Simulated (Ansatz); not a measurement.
# From In(CH3)3 to In(OH)3: predicting a member

On one In centre, n of the CH3 ligands are replaced by OH. The atomisation energy (no zero-point term) y in kJ/mol at CCSD(T)/def2-TZVPP. Shapes, held fixed at every level: PBE0-D4/def2-TZVP. Flexible molecules stand in one conformer, not always the lowest. Programs: Ansatz 0.2.0.

```
    molecule  n  y (kJ/mol)
    In(CH3)3  0        4421
In(CH3)2(OH)  1        3711
In(CH3)(OH)2  2           ?
     In(OH)3  3        2235
```

Q: Fit y = c + s·n to the known rows and predict In(CH3)(OH)2.

A: 
1. Means of the 3 rows: n = 1.33333, y = 3455.7.
2. Σ(Δn)² = 4.6667, Σ(Δn·Δy) = -3406.7, so the slope is -3406.7/4.6667 = -730.
3. Intercept: 3455.7 − (-730) × 1.33333 = 4429.0. The largest residual of the fit is 12.
4. In(CH3)(OH)2: 4429.0 + (-730) × 2 = 2969 kJ/mol.

The run gave 2984 kJ/mol, so the prediction is off by -15 kJ/mol, about the scatter of the fit. The steps per swap are -710, -727, -749 kJ/mol. The slope is the difference between a In–OH and a In–CH3 bond with the ligands’ own bonds. Other levels give for In(CH3)(OH)2: PBE-D4/def2-TZVPP 3098; r2SCAN-D4/def2-TZVPP 3051; PBE0-D4/def2-TZVPP 3016 kJ/mol. For atoms past krypton def2 sets carry core potentials with scalar relativity. Correlated rows may include outer-core shells of In, which these sets cover unevenly.

The fall in atomisation energy with each swap does not mean that indium binds hydroxide more weakly than methyl. Methyl brings several C–H bonds to the total, hydroxide only a single O–H bond, and this loss outweighs the gain from the stronger, more polar In–O bond. The steps grow steadily from -710 to -749 kJ/mol, so the ligand contributions are nearly but not strictly additive. The energy curve is concave, which makes the underestimate for In(CH3)(OH)2 a systematic effect of the straight line rather than random scatter.

Each further hydroxide therefore stabilises the centre a little less, probably because the oxygen ligands compete for the same electron-poor indium and its formally empty p orbital. The same curvature favours the mixed molecules over redistribution into In(CH3)3 and In(OH)3, as far as the electronic energies of isolated monomers go. It does not settle which species persist in bulk, where hydroxide bridges between indium centres add binding that is absent here.
